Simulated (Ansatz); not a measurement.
## Ligand exchange: C3H10Si2 + Mo(CH3)(OH)O2 → C2H8OSi2 + Mo(CH3)2O2

Species: C3H10Si2 `C[SiH2]/C=C/[SiH3]`, singlet; Mo(CH3)(OH)O2, singlet; C2H8OSi2 `O[SiH2]/C=C/[SiH3]`, singlet; Mo(CH3)2O2, singlet. The partners trade CH3 for OH: Si–CH3 and Mo–OH bonds give way to Si–OH and Mo–CH3.

Shapes, held fixed at every level: PBE0-D4/def2-TZVP. Flexible molecules stand in one conformer, not always the lowest. Programs: Ansatz 0.2.0. The zero-point and thermal change to 298 K, harmonic and unscaled (PBE0-D4/def2-TZVP), is -1.6 kJ/mol.

```json
{"level": "HF/def2-TZVPP", "kind": "Hartree–Fock", "ΔH(298 K) (kJ/mol)": "+19.5", "less CCSD(T)/def2-TZVPP": "-3.8", "CPU time (sum over the molecules)": "–"}
{"level": "PBE-D4/def2-TZVPP", "kind": "GGA", "ΔH(298 K) (kJ/mol)": "+36.1", "less CCSD(T)/def2-TZVPP": "+12.8", "CPU time (sum over the molecules)": "42 s"}
{"level": "B3LYP-D4/def2-TZVPP", "kind": "global hybrid", "ΔH(298 K) (kJ/mol)": "+28.8", "less CCSD(T)/def2-TZVPP": "+5.5", "CPU time (sum over the molecules)": "91 s"}
{"level": "PBE0-D4/def2-TZVPP", "kind": "global hybrid", "ΔH(298 K) (kJ/mol)": "+31.0", "less CCSD(T)/def2-TZVPP": "+7.7", "CPU time (sum over the molecules)": "57 s"}
{"level": "r2SCAN0-D4/def2-TZVPP", "kind": "global hybrid", "ΔH(298 K) (kJ/mol)": "+26.7", "less CCSD(T)/def2-TZVPP": "+3.4", "CPU time (sum over the molecules)": "78 s"}
{"level": "MP2/def2-TZVPP", "kind": "perturbation theory", "ΔH(298 K) (kJ/mol)": "+22.1", "less CCSD(T)/def2-TZVPP": "-1.2", "CPU time (sum over the molecules)": "–"}
{"level": "CCSD(T)/def2-SVP", "kind": "coupled cluster or CI", "ΔH(298 K) (kJ/mol)": "+41.8", "less CCSD(T)/def2-TZVPP": "+18.5", "CPU time (sum over the molecules)": "2.3 min"}
{"level": "CCSD(T)/def2-TZVPP", "kind": "coupled cluster or CI", "ΔH(298 K) (kJ/mol)": "+23.3", "less CCSD(T)/def2-TZVPP": "0.0", "CPU time (sum over the molecules)": "80 min"}
```

The highest level, CCSD(T)/def2-TZVPP, gives ΔH(298 K) = +23.3 kJ/mol; the levels span +19.5 to +41.8. The column of differences is taken from that level and isn't an error. No measured value is set beside it here. T1 is large for Mo(CH3)2O2, so single-reference values are less sure there. For atoms past krypton def2 sets carry core potentials with scalar relativity. Correlated rows may include outer-core shells of Mo, which these sets cover unevenly. Times are processor times on shared x86 and Arm servers, and rough.

Exchange of methyl for hydroxyl at silicon is endothermic at every level, so molybdenum's preference for OH over CH3 exceeds silicon's. Silicon is itself strongly oxophilic, and the polar Si–OH bond gained is much stronger than the Si–CH3 bond given up. The molybdenum side, however, loses more: in the d0 Mo(VI) centre, hydroxide combines a polar σ bond with π donation from oxygen lone pairs into empty 4d orbitals, whereas methyl has no lone pair to offer.

The sign is thus secure across these levels, but the magnitude is not. The largest departure comes from the basis rather than the electronic-structure method: CCSD(T) falls from +41.8 to +23.3 kJ/mol between the double- and triple-zeta sets, probably because the smaller one, though it includes polarization functions, is too limited to treat the bonds on the two sides evenly. Hartree–Fock's closeness to the coupled-cluster value doesn't show that correlation is unimportant, since its contributions can cancel between the two sides. With the basis effect this large, the remaining shift beyond triple-zeta can't be assumed negligible.
